## Results and discussion

### Limits on the use of the numbers

The gaps are differences of HOMO and LUMO energies in two hybrid functionals and are not excitation energies. Each molecule is one conformer at a stationary point, not necessarily the lowest, which matters most for the methoxy species. The atomization energies carry no spin-orbit or zero-point term, so absolute values for these bromides should not be set against thermochemistry. The atomic terms of Br and of the marked atom M do cancel in the difference between the frames, CH$_3$–M–Br (C\*Br) and CH$_3$O–M–Br (CO\*Br). The orbital pictures below assume closed-shell singlets and are argued from electron counting. Only Sn is known in both frames, so every transfer between frames rests on one pair.

Isolated molecules C*Br and CO*Br (SMILES, * the marked atom), computed with Ansatz 0.2.0 in HSE06-D4 and PBE0-D4 with def2-TZVPP (def2 core potentials past Kr) at PBE0-D4/def2-TZVP geometries. Gaps are LUMO minus HOMO; atomization energies are electronic, free atoms minus molecule, with no zero-point or spin-orbit term. Electronegativities are Pauling's.

| formula | frame | * | Z | electronegativity | point group | valence electrons | gap, HSE06-D4 (eV) | gap, PBE0-D4 (eV) | gap, PBE0-D4 less HSE06-D4 (eV) | atomization, HSE06-D4 (kcal/mol) | atomization, PBE0-D4 less HSE06-D4 (kcal/mol) |
| --- | --- | --- | --- | --- | --- | --- | --- | --- | --- | --- | --- |
| CH3BrMg | C*Br | Mg | 12 | 1.310 | C3v | 16 | 5.71 | 6.46 | 0.75 | 438.9 | -0.31 |
| CH3BrSi | C*Br | Si | 14 | 1.900 | Cs | 18 | 3.28 | 4.05 | 0.77 | 474.5 | -0.41 |
| CH3BrGe | C*Br | Ge | 32 | 2.010 | Cs | 18 | 3.32 | 4.08 | 0.76 | 462.0 | -0.24 |
| CH3BrCd | C*Br | Cd | 48 | 1.690 | C3v | 26 | 6.20 | 6.96 | 0.76 | 411.1 | -0.22 |
| CH3BrSn | C*Br | Sn | 50 | 1.960 | Cs | 18 | 3.12 | 3.87 | 0.75 | 451.3 | -0.22 |
| CH3BrMgO | CO*Br | Mg | 12 | 1.310 | C3v | 22 | ? | ? | ? | ? | ? |
| CH3BrOSi | CO*Br | Si | 14 | 1.900 | Cs | 24 | ? | ? | ? | ? | ? |
| CH3BrOSn | CO*Br | Sn | 50 | 1.960 | Cs | 24 | 4.41 | 5.16 | 0.75 | 568.6 | -0.37 |

### The gap shift between the functionals

Among the six known rows the HSE06 gap spans a factor of 1.99, while the shift (PBE0 gap less HSE06 gap) stays between 0.75 and 0.77 eV. Both functionals contain a quarter of exact exchange, but HSE06 replaces its long-range part, with kernel $\mathrm{erf}(\omega r_{12})/r_{12}$, by semilocal exchange; $\omega$ is the screening parameter and $r_{12}$ the distance between two electrons. The D4 term does not touch orbital energies.

Two limits frame the result. As $\omega \to 0$ the functionals coincide and the shift vanishes. As $\omega \to \infty$ HSE06 becomes PBE, and the shift is the whole, molecule-dependent effect of exact exchange. The actual $1/\omega$ is about 5 Å, comparable with the length of these molecules but longer than the exchange hole around a valence electron, so the expansion about the first limit is the useful one:

$$\frac{\mathrm{erf}(\omega r_{12})}{r_{12}} = \frac{2\omega}{\sqrt{\pi}}\left(1 - \frac{\omega^2 r_{12}^2}{3} + \dots\right).$$

With a constant kernel $c = 2\omega/\sqrt{\pi}$, the exchange contribution to orbital $p$ is $-c\sum_j |\langle p|j\rangle|^2$ over occupied orbitals $j$ of the same spin: $-c$ for an occupied orbital and zero for an empty one. The semilocal term that is removed is a local potential, which in this limit moves all levels alike. The gap therefore opens by $c/4$ whatever the molecule. For $\omega = 0.2$ Å$^{-1}$ $= 0.1058$ bohr$^{-1}$ this is $\tfrac14 \times 2 \times 0.1058/1.772 = 0.0299$ hartree, or 0.812 eV; a screening parameter of 0.11 bohr$^{-1}$ would give 0.844 eV. Nothing is fitted.

For the next term, $r_{12}^2 = r_1^2 + r_2^2 - 2\,\mathbf r_1\cdot\mathbf r_2$ and closure over all orbitals give, at fixed orbitals,

$$\Delta = \frac{\omega}{2\sqrt{\pi}}\left[1 - \frac{2\omega^2}{3}\,(S_H + S_L)\right],$$

where $\Delta$ is the shift, $S_H$ the sum of squared dipole matrix elements from the HOMO to empty orbitals, and $S_L$ that from the LUMO to occupied ones. Both are positive, so this term lowers the shift, and lowers it more for diffuse or delocalized frontier orbitals. The mean shift of the known rows, 0.757 eV, is 0.931 or 0.896 of the leading term. Charging the whole deficit to the $r_{12}^2$ term would require $S_H + S_L$ of a few Å$^2$, but it is not the only correction. The long-range semilocal potential is constant only at high density: for a uniform gas it departs from $-c/2$ by a term of order $\omega^2/k_F$, with $k_F$ the local Fermi wave vector. This is a lower power of $\omega$ than the dipole term, and it weakens the potential in the low-density tail, where the LUMO has more weight, so it lowers the shift too. The leading term moves the HOMO down and the LUMO up by $c/8$ each, 0.406 or 0.422 eV. In the known runs whose levels were inspected (the Mg and Ge methyl bromides and the Sn methoxy compound) the HOMO falls by 0.39 to 0.40 eV and the LUMO rises by only 0.35 to 0.37 eV, so the larger shortfall is on the LUMO. The two corrections are not separated here, and the leading term is not a strict bound.

A constant leaves an rms residual of 0.007 eV on the six rows, small but not mere rounding: the unrounded levels give 0.749 eV for CH$_3$MgBr and 0.764 eV for CH$_3$GeBr. A shift proportional to the gap (least squares through the origin, same rows, slope 0.161) leaves 0.207 eV. The forecast for both withheld rows is the mean, 0.76 ± 0.02 eV, the bar being twice the standard deviation of 0.008 eV, slightly widened for the uncertainty of the mean. It is the only statistical bar; all others are judgements.

In total energies the constant term of exact exchange is $c/8$ per electron, 9.4 to 9.7 kcal/mol. It counts electrons and so cancels between atoms and molecule; a normalized semilocal exchange hole yields the same constant and cancels it within each species as well. The known atomization shifts are accordingly small, $-0.22$ to $-0.41$ kcal/mol, under 0.1% of the atomization energy. Adding the change seen on inserting O in the Sn pair, $-0.15$, predicts $-0.46$ for Mg and $-0.56$ for Si, each ± 0.2 kcal/mol.

### The gap itself

In C\*Br the HSE06 gaps form two classes: 3.12 to 3.32 eV for Si, Ge and Sn, against 5.71 and 6.20 eV for Mg and Cd. Electron counting accounts for the split. Mg and Cd spend two valence electrons on two σ bonds in a linear $C_{3v}$ molecule, so the gap runs from a bonding or ligand level to an antibonding one. A group-14 atom keeps two more electrons; the molecule bends ($C_s$), and the gap lies within the atom M, from an in-plane lone pair to an empty p orbital normal to the plane. The order in this class is irregular, with Ge 0.04 eV above Si and Sn 0.16 eV below it. The step exceeds rounding, but Ge is treated with all electrons and no relativistic term while Sn has a core potential, so no cause is assigned.

Replacing CH$_3$ by CH$_3$O raises the Sn gap by 1.29 eV. Two effects point this way: σ withdrawal by O lowers the lone pair, and π donation from an O lone pair pushes the empty p orbital up. Si has the same frontier pair, so the rise is transferred: $3.28 + 1.29 = 4.57 \pm 0.3$ eV, with a miss thought likelier on the high side because Si–O overlap is better than Sn–O overlap. Mg has no such pair, and the rise should not carry over. The forecast is the C\*Br value, $5.71 \pm 0.7$ eV, likelier lower on the guess that an O lone pair becomes the HOMO; full transfer would give 7.00 eV. Adding the mean shift gives PBE0 gaps of 5.33 and 6.47 eV with the same bars.

### The atomization energy

Inserting O replaces an M–C bond by M–O and C–O bonds, worth 117.3 kcal/mol for Sn. In the purely covalent limit, with bond energies as means of homonuclear ones, this increment does not depend on M. Pauling's ionic term adds $(\chi_O - \chi_M)^2 - (\chi_C - \chi_M)^2$ in eV, where $\chi$ is the electronegativity. Relative to Sn it reduces to $2(\chi_O - \chi_C)(\chi_{Sn} - \chi_M)$. With the rough recalled values 3.4 for O and 2.6 for C, Mg gains $2 \times 0.8 \times (1.96 - 1.31) = 1.04$ eV, or 24.0 kcal/mol, and the HSE06 prediction is $438.9 + 117.3 + 24.0 = 580.2$ kcal/mol. This row entered no fit. For Si the term is 2.2 and the prediction 594.0 kcal/mol, probably low because the formula has no term for π bonding, which should be stronger at Si than at Sn. Both carry ± 15 kcal/mol, and both increments are forecast to exceed that of Sn. A constant increment would give 556.2 and 591.8.

### The computed values

The withheld rows as computed:

| formula | frame | * | Z | electronegativity | point group | valence electrons | gap, HSE06-D4 (eV) | gap, PBE0-D4 (eV) | gap, PBE0-D4 less HSE06-D4 (eV) | atomization, HSE06-D4 (kcal/mol) | atomization, PBE0-D4 less HSE06-D4 (kcal/mol) |
| --- | --- | --- | --- | --- | --- | --- | --- | --- | --- | --- | --- |
| CH3BrMgO | CO*Br | Mg | 12 | 1.310 | C3v | 22 | 5.23 | 5.99 | 0.77 | 560.5 | -0.39 |
| CH3BrOSi | CO*Br | Si | 14 | 1.900 | Cs | 24 | 4.56 | 5.32 | 0.77 | 604.9 | -0.60 |

The shift is 0.77 eV in both rows, 0.01 eV above the forecast and within the bar. The printed gaps differ by 0.76 eV only because each is rounded. For Mg the unrounded levels give 0.769 eV, against 0.749 eV in CH$_3$MgBr, a small but real scatter whose cause is not resolved here. These rows test proportionality only weakly, since their gaps lie near the middle of the range, where that rule misses by just $-0.07$ eV (Mg) and $+0.03$ eV (Si); the case against it rests on the C\*Br rows. All eight shifts lie between 0.75 and 0.77 eV. A further molecule of this series should fall close to this band, while by the expansion one with more compact frontier orbitals should lie nearer the leading term.

The Si gap is 4.56 eV, 0.01 eV below the prediction: insertion adds 1.28 eV against 1.29 eV for Sn. Agreement this close inside a bar of 0.3 eV is partly luck, and the expected lean to the high side did not appear. Stronger π donation at Si may be offset by a smaller lowering of the lone pair, but that is a guess. The Mg gap falls by 0.48 eV to 5.23 eV, inside the wide bar and in the forecast direction, while transfer of the Sn rise fails by 1.77 eV. The effect of O on the gap at Mg is thus opposite in sign to that at Si and Sn. The orbital energies of the two Mg runs bear out the guess behind the forecast. The HOMO changes from a single level to a degenerate pair of π type. The Br pair, at about $-7.6$ eV in CH$_3$MgBr, sinks by 0.23 eV along with the deeper Br levels, which fall by about 0.25 eV, so the new pair near $-7.0$ eV belongs to O. Were the Br pair the HOMO, the gap would be 6.06 eV, wider than before, so the O lone pair sets the sign. Against the old HOMO it lies only 0.13 eV higher, however, and nearly three quarters of the narrowing comes from a LUMO lower by 0.35 eV. The Mg 2s core level falls by 0.33 eV, which points to a LUMO centred on a Mg atom made more positive by O. By electron count the Ge methoxy compound should follow Si and Sn, and the Cd one is more likely to follow Mg. The PBE0 gaps repeat the same misses, because the shift is constant.

The Mg atomization energy is the one result outside its bar: 560.5 kcal/mol, 19.7 below the prediction, which is 1.3 bars, 3.5% of the computed value ($19.7/560.5$) and 16% of the true increment of 121.6. That increment exceeds the Sn value, as forecast, but by 4.3 and not 24.0 kcal/mol. Si gives 604.9 kcal/mol, 10.9 above the prediction (0.7 bars) and on the expected side, with an increment of 130.4. The increments run Si > Mg > Sn, which is not the order of electronegativity. The constant increment misses by 4.3 for Mg and 13.1 for Si, so the Pauling term improves Si by 2.2 and spoils Mg. The rounded electronegativities understate the O–C difference by about a tenth, so unrounded ones would make the Mg overshoot slightly larger.

The fully ionic limit suggests why. Once M has handed over its electron, the advantage of methoxide over methyl is fixed by the electron affinities of the two radicals and the distances of the ions, and it stops growing as $\chi_M$ falls, whereas the Pauling term keeps growing in proportion to $\chi_{Sn} - \chi_M$. In addition, the Sn calibration presumably contains π donation into a low empty p orbital, a gain that may be smaller at Mg, whose empty p levels lie higher, and larger at Si, with its short bond to O. It need not vanish at Mg: the computed molecule is linear at O, which suits π donation as well as ionic bonding. These two causes fit the signs of both misses, but three increments cannot separate them. The Si and Sn methoxy molecules are both bent at O with C and Br cis, and a lower conformer could shift their increments by a few kcal/mol.

The atomization shifts, $-0.39$ (Mg) and $-0.60$ kcal/mol (Si), miss by $+0.07$ and $-0.04$, inside the bars. All eight are negative, so PBE0-D4 binds slightly less than HSE06-D4 throughout. The D4 term is not the source of this sign where its energy was checked (both Mg molecules, the Ge bromide and the Sn methoxy compound): there it binds slightly more in PBE0-D4, and without it the shifts would be more negative. The sign comes from the functionals themselves and is observed here, not derived.
